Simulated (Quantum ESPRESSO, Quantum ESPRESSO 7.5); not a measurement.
# Notebook: lattice constants of CrO₂, starting with PBEsol at a low cutoff

*Notes of a novice, printed with their mistakes. Don't take the settings or the reasoning as a model; a review follows at the end.*

## Background

The numbers I want to reproduce are the two edges of the tetragonal cell of CrO₂, a = 4.423 Å and c = 2.918 Å. They come from "Spin-dependent Transport Properties of CrO2 Micro Rod" (2014, PubMed Central 6223964). The sample was a powder of micro rods, annealed at 395 C in a sealed tube, and the cell was obtained from powder X-ray diffraction with a Rietveld refinement. The temperature of the measurement is not given with the values.

There is a second pair, 4.421 and 2.916 Å, which a 2024 paper on photoelectron spectra took from the literature as input for its calculations. It is 0.002 Å smaller in both directions. I will compare with the first pair.

| compared with | measured | source's wording or label | method |
| --- | --- | --- | --- |
| a (Å) | 4.423 | a = b, tetragonal cell | powder XRD, Rietveld refinement * |
| c (Å) | 2.918 | c, tetragonal cell | powder XRD, Rietveld refinement * |
| a (Å) | 4.421 | a of rutile cell | method not stated |
| c (Å) | 2.916 | c of rutile cell | method not stated |

Where a quantity has several values, deviations refer to the one marked *.

Conditions are those given with the value in the passage it was taken from; "not stated" means there, and the paper may say more elsewhere. The values are a selection: others may have been left out beforehand as unlike or outlying.

## Strategy

I want a and c from a relaxation in Quantum ESPRESSO, both within 0.01 Å of the measured values. I picked 0.01 because it is a round number and looks small next to 4.423.

The model is the rutile cell with 6 atoms, started ferromagnetic because CrO₂ is a ferromagnet. The starting cell is a diffraction structure from the Crystallography Open Database with a = 4.421 and c = 2.917 Å, so it is almost at the answer already and the program should not have far to go. I will use PBEsol, which I have read is made for solids. If the numbers are off I will change a setting and run it again until they fit.

System: CrO2 (chromium dioxide), rutile; P4_2/mnm (No. 136), 6 atoms in the primitive cell; the database structure is a diffraction structure: a = 4.421 Å, c = 2.917 Å; structure from the Crystallography Open Database.

## 1. A quick first relaxation

I am setting the cutoff to 16 Ry because a low cutoff runs faster and I want a number today. The k mesh is 6x6x8, which sounds like plenty. Since the cell starts so close to the measured one, I expect it to stay about there, and I don't see why the cutoff should matter much for a length.

**Run 1.** Quantum ESPRESSO 7.5: PBEsol, GBRV ultrasoft potentials, ferromagnetic start, cell and atoms relaxed from the database structure, cutoff 16 Ry (density 128 Ry), 6x6x8 k mesh, Marzari-Vanderbilt smearing 0.14 eV.

Key lines of the input:
```
! potential files: GBRV ultrasoft potentials, made for PBEsol
&control
  calculation = 'vc-relax'
  forc_conv_thr = 2.0d-4
  etot_conv_thr = 1.0d-5
  nstep = 30
/
&system
  nat = 6
  ntyp = 2
  ecutwfc = 16
  ecutrho = 128
  nbnd = 37
  occupations = 'smearing'
  smearing = 'mv'
  degauss = 0.01029
  nspin = 2
  starting_magnetization(1) = 0.5
/
&electrons
  conv_thr = 1.0d-8
  electron_maxstep = 60
/
&ions
/
&cell
  press_conv_thr = 0.5
/
ATOMIC_SPECIES
  Cr1 51.996 Cr.upf
  O 15.999 O.upf
[... cell and positions ...]
K_POINTS automatic
  6 6 8 0 0 0
```

Command:
```
OMP_NUM_THREADS=1 mpirun -n 4 pw.x -nk 4 -in relax.in > relax.out
```

Selected lines of the output:
```
     kinetic-energy cutoff     =      16.0000  Ry
     number of k points=    50  Marzari-Vanderbilt smearing, width (Ry)=  0.0103
     new unit-cell volume =    234.27735 a.u.^3 (    34.71632 Ang^3 )
     new unit-cell volume =    234.25625 a.u.^3 (    34.71320 Ang^3 )
          total   stress  (Ry/bohr**3)                   (kbar)     P=        1.77
     new unit-cell volume =    234.22237 a.u.^3 (    34.70817 Ang^3 )
     estimated scf accuracy    <       0.00000001 Ry
     estimated scf accuracy    <          1.9E-10 Ry
     estimated scf accuracy    <          6.8E-11 Ry
     total magnetization       =    -0.00 Bohr mag/cell
     absolute magnetization    =     0.00 Bohr mag/cell
          total   stress  (Ry/bohr**3)                   (kbar)     P=        5.37
     new unit-cell volume =    234.22237 a.u.^3 (    34.70817 Ang^3 )
CELL_PARAMETERS (angstrom)
   3.770170203   0.000000000   0.000000000
   0.000000000   3.770170203   0.000000000
   0.000000000   0.000000000   2.441798641
```

Not converged; 56 s on 4 cores of Arm Neoverse V2, shared host.

The cell collapsed. I get a = 3.770 and c = 2.442 Å, so a is about 0.65 Å too short, and the run ended as not converged. The magnetisation is zero too, although I started it ferromagnetic.

I think that is the reason: the chromium lost its moment, and without it nothing holds the atoms apart. The pressure at the end is only 5.37 kbar, which looks small to me, so the cell itself seems to be nearly finished and PBEsol just wants it this small.

## 2. A big U to bring the magnet back

I have read that a Hubbard U helps with transition-metal oxides and makes the moments larger. My cell is far too small, so I am taking a large U, 10 eV on Cr, to push it out again. I am also setting the cutoff to 45 Ry so that the run finishes this time. I expect the moment to come back and a to land somewhere near 4.42 Å.

**Run 2.** Quantum ESPRESSO 7.5: PBEsol+U (Cr 10 eV), GBRV ultrasoft potentials, ferromagnetic start, cell and atoms relaxed from the database structure, cutoff 45 Ry (density 360 Ry), 6x6x8 k mesh, Marzari-Vanderbilt smearing 0.14 eV.

Key lines of the input, as changed from run 1:
```diff
  &system
-   ecutwfc = 16
-   ecutrho = 128
+   ecutwfc = 45
+   ecutrho = 360
  &electrons
-   electron_maxstep = 60
+   electron_maxstep = 100
+   mixing_beta = 0.4
+ HUBBARD ortho-atomic
+   U Cr1-3d 10.0
```

Selected lines of the output:
```
     bfgs converged in   7 scf cycles and   6 bfgs steps
     total magnetization       =     4.00 Bohr mag/cell
CELL_PARAMETERS (angstrom)
   4.600961703   0.000000000   0.000000000
   0.000000000   0.000000000   3.048046037
```

Converged; 5.4 min of wall time.

| quantity | run 2 | measured | deviation |
| --- | --- | --- | --- |
| a (Å) | 4.601 | 4.423 | +0.178 (+4.0 %) |
| c (Å) | 3.048 | 2.918 | +0.130 (+4.5 %) |
| net moment per formula unit (μB) | 2 |  |  |
| absolute moment per formula unit (μB) | 4.27 |  |  |
| conventional cell volume (Å³) | 64.52 |  |  |
| final pressure (GPa) | −0.189 |  |  |

The moment is back, 2 μB per formula unit, and this time the run converged. So the U did what I wanted. But now the cell is too big: a = 4.601 Å is 0.178 Å over the measured value and c = 3.048 Å is 0.130 Å over. Without U it was far too small, with 10 eV it is too large, so the right U must be somewhere between.

## 3. Turning the U down

I am lowering U to 3.7 eV and leaving everything else alone. If U is what pushes the cell out, less of it should bring a back down towards 4.423 Å. I hope it stops there and doesn't fall back to the tiny cell.

**Run 3.** Quantum ESPRESSO 7.5: PBEsol+U (Cr 3.7 eV), GBRV ultrasoft potentials, ferromagnetic start, cell and atoms relaxed from the database structure, cutoff 45 Ry (density 360 Ry), 6x6x8 k mesh, Marzari-Vanderbilt smearing 0.14 eV.

Key lines of the input, as changed from run 2:
```diff
  &control
-   nstep = 30
+   nstep = 60
  HUBBARD ortho-atomic
-   U Cr1-3d 10.0
+   U Cr1-3d 3.7
```

Selected lines of the output:
```
     bfgs converged in   5 scf cycles and   4 bfgs steps
     total magnetization       =     4.00 Bohr mag/cell
CELL_PARAMETERS (angstrom)
   4.420983711   0.000000000   0.000000000
   0.000000000   0.000000000   2.939676680
```

Converged; 3.6 min of wall time.

| quantity | run 3 | measured | deviation |
| --- | --- | --- | --- |
| a (Å) | 4.421 | 4.423 | −0.002 (−0.0 %) |
| c (Å) | 2.940 | 2.918 | +0.022 (+0.7 %) |
| net moment per formula unit (μB) | 2 |  |  |
| absolute moment per formula unit (μB) | 3.045 |  |  |
| conventional cell volume (Å³) | 57.46 |  |  |
| final pressure (GPa) | −0.016 |  |  |

a = 4.421 Å, only 0.002 Å from the measured value. That is the number I was after, so U = 3.7 eV must be the right U for chromium. The moment is still 2 μB per formula unit.

c is the annoying one. It came down to 2.940 Å, but that is 0.022 Å too long and my limit was 0.01.

## 4. LDA to shorten c

I have read that LDA makes bonds too short. c is too long, so LDA with the same U should pull it in. a is already right, so I expect it to stay about where it is, and then both numbers would be inside my limit.

**Run 4.** Quantum ESPRESSO 7.5: LDA+U (Cr 3.7 eV), GBRV ultrasoft potentials, ferromagnetic start, cell and atoms relaxed from the database structure, cutoff 45 Ry (density 360 Ry), 6x6x8 k mesh, Marzari-Vanderbilt smearing 0.14 eV.

Key lines of the input, as changed from run 3:
```diff
- ! potential files: GBRV ultrasoft potentials, made for PBEsol
+ ! potential files: GBRV ultrasoft potentials, made for LDA
```

Selected lines of the output:
```
     bfgs converged in   6 scf cycles and   5 bfgs steps
CELL_PARAMETERS (angstrom)
   0.000000000   0.000000000   2.907611224
```

Converged; 8 min on 4 cores of Intel Xeon Platinum 8259CL at 2.50GHz (Skylake/Cascade Lake), shared host.

| quantity | run 4 | measured | deviation |
| --- | --- | --- | --- |
| a (Å) | 4.374 | 4.423 | −0.049 (−1.1 %) |
| c (Å) | 2.908 | 2.918 | −0.010 (−0.4 %) |
| net moment per formula unit (μB) | 2 |  |  |
| absolute moment per formula unit (μB) | 2.825 |  |  |
| conventional cell volume (Å³) | 55.63 |  |  |
| final pressure (GPa) | 0.042 |  |  |

c is now 2.908 Å, which is 0.010 Å short, so I count that as on my limit. But a didn't stay where it was. It went down to 4.374 Å, 0.049 Å too short, and I had it right before.

So PBEsol with U is good for a and LDA with U is good for c. I will take a = 4.421 Å from the previous run and c = 2.908 Å from this one. Together they are the cell I wanted, and I don't want to spoil one number again by repairing the other. I'm stopping here.

## Results at a glance

| run | settings | a (Å) | deviation | c (Å) | deviation | cost | status |
| --- | --- | --- | --- | --- | --- | --- | --- |
| 1 | PBEsol, cutoff 16 Ry (density 128 Ry) | – |  | – |  | 3.7 core-min | not converged |
| 2 | PBEsol+U (Cr 10 eV), cutoff 45 Ry (density 360 Ry) | 4.601 | +0.178 (+4.0 %) | 3.048 | +0.130 (+4.5 %) | 22 core-min |  |
| 3 | PBEsol+U (Cr 3.7 eV), cutoff 45 Ry (density 360 Ry) | 4.421 | −0.002 (−0.0 %) | 2.940 | +0.022 (+0.7 %) | 14 core-min |  |
| 4 | LDA+U (Cr 3.7 eV), cutoff 45 Ry (density 360 Ry) | 4.374 | −0.049 (−1.1 %) | 2.908 | −0.010 (−0.4 %) | 32 core-min |  |
|  | measured | 4.423 |  | 2.918 |  |  |  |

## Closing entry

My final cell for CrO₂ is a = 4.421 Å from PBEsol+U and c = 2.908 Å from LDA+U, both with U = 3.7 eV. Against the measured 4.423 and 2.918 Å that is 0.002 and 0.010 Å short, so I am ticking off both lengths and calling the lattice constants reproduced. No single run gave me the pair, but I was asked for two numbers and I have two numbers.

What I take from this is that each axis has its own functional: PBEsol for a and LDA for c. The U sets the size of the cell, and 3.7 eV is the value for chromium, so I will use it for the next chromium oxide as well. PBEsol without U is no good for this material, because the cell collapsed and the magnetism went away. I won't go back to that one.

I am copying the two lengths into my results page and closing the notebook on CrO₂.

## Reviewer's comments

Further runs made for the review:

| reviewer's run | settings | a (Å) | deviation | c (Å) | deviation | cost |
| --- | --- | --- | --- | --- | --- | --- |
| R1 | PBEsol, cutoff 45 Ry (density 360 Ry) | 4.396 | −0.027 (−0.6 %) | 2.888 | −0.030 (−1.0 %) | 11 core-min |
| R2 | PBEsol+U (Cr 1.9 eV), cutoff 45 Ry (density 360 Ry) | 4.401 | −0.022 (−0.5 %) | 2.916 | −0.002 (−0.1 %) | 27 core-min |
| R3 | PBE, cutoff 45 Ry (density 360 Ry) | 4.448 | +0.025 (+0.6 %) | 2.922 | +0.004 (+0.2 %) | 22 core-min |
|  | measured | 4.423 |  | 2.918 |  |  |

The notebook starts well, with a ferromagnetic model and a clearly chosen reference. The 0.01 Å target, however, is only a round number, about 0.2 % of a, and tighter than common functionals can be relied on to reach. Changing settings until the numbers fit tests nothing. Nor does starting near the measured cell keep the result there, since a relaxation seeks the minimum of its own settings.

Run 1 failed because 16 Ry is far too low for these potentials, which makes the stresses wrong. The collapsed cell and the missing convergence were the signs. The final pressure of 5.37 kbar was no comfort either: it is over ten times the threshold in the input, and it comes from the same faulty stresses. The lost moment is more likely a result of the crushed cell than its cause; atoms repel each other without magnetism too. PBEsol without U at 45 Ry (R1) gives a = 4.396 and c = 2.888 Å for 11 core-minutes, against 3.7 for the failed run. PBEsol was therefore dismissed wrongly.

Run 2 raised the cutoff and added U together, then credited U with the rescue. R1 shows that the cutoff alone restores a sensible cell. A U of 10 eV is well above common values and makes both axes more than 0.1 Å too long. At a sound cutoff the cell without U is only slightly too small, so run 1 could not serve as the lower end of a bracket for U.

Run 3 usefully changes only U among the physical settings, but its match in a was obtained by tuning and doesn't establish U. With 1.9 eV (R2), it is c that fits, at 2.916 Å, while a is 4.401 Å. The two axes thus ask for different values. U also changes the cell's shape, not just its size: from R1 to run 3, a grows by 0.025 Å and c by about 0.05 Å. U should be calculated or justified independently, for the given compound and functional; 3.7 eV can't simply be carried to the next chromium oxide.

Run 4 rightly changes the potentials along with the functional. But LDA tends to shorten bonds in general, so there was no reason for a to stay put. Compared with run 3, both axes shrink. Unrounded, c misses by 0.0104 Å, just outside the notebook's own limit.

The closing cell, with a from one functional and c from another, is the minimum of neither. Functionals don't belong to axes, and picking the better number from each run is selection, not reproduction. Both lengths must come from one relaxation.

The verdict is that PBEsol and PBE without U, at a sound cutoff, match this measurement to within about 1 %, which is good agreement, though the notebook's claim of success doesn't stand. PBE (R3) gives 4.448 and 2.922 Å, with a too long and c close; PBEsol (R1) is slightly short in both. As they lie on either side of the measured lengths, they give no reason to doubt the measurement. What remains unexplained is the shape: both give a c/a roughly 0.4 % below the measured 0.660, while PBEsol with U = 1.9 eV (R2) overshoots at 0.663.

[Logs are printed without paths, hosts, clocks, repeated set-up lines and the standing remarks that a program may print on its own settings, such as how far it seeks lower states.]

[The runs shown are a pick from a larger set of finished runs; failed, doubtful and other runs were left out of it ahead of writing. So were measured values far from every level or from commonly accepted values, and agreement can look better than it is. Lines of input and output are excerpts and may be shortened.]
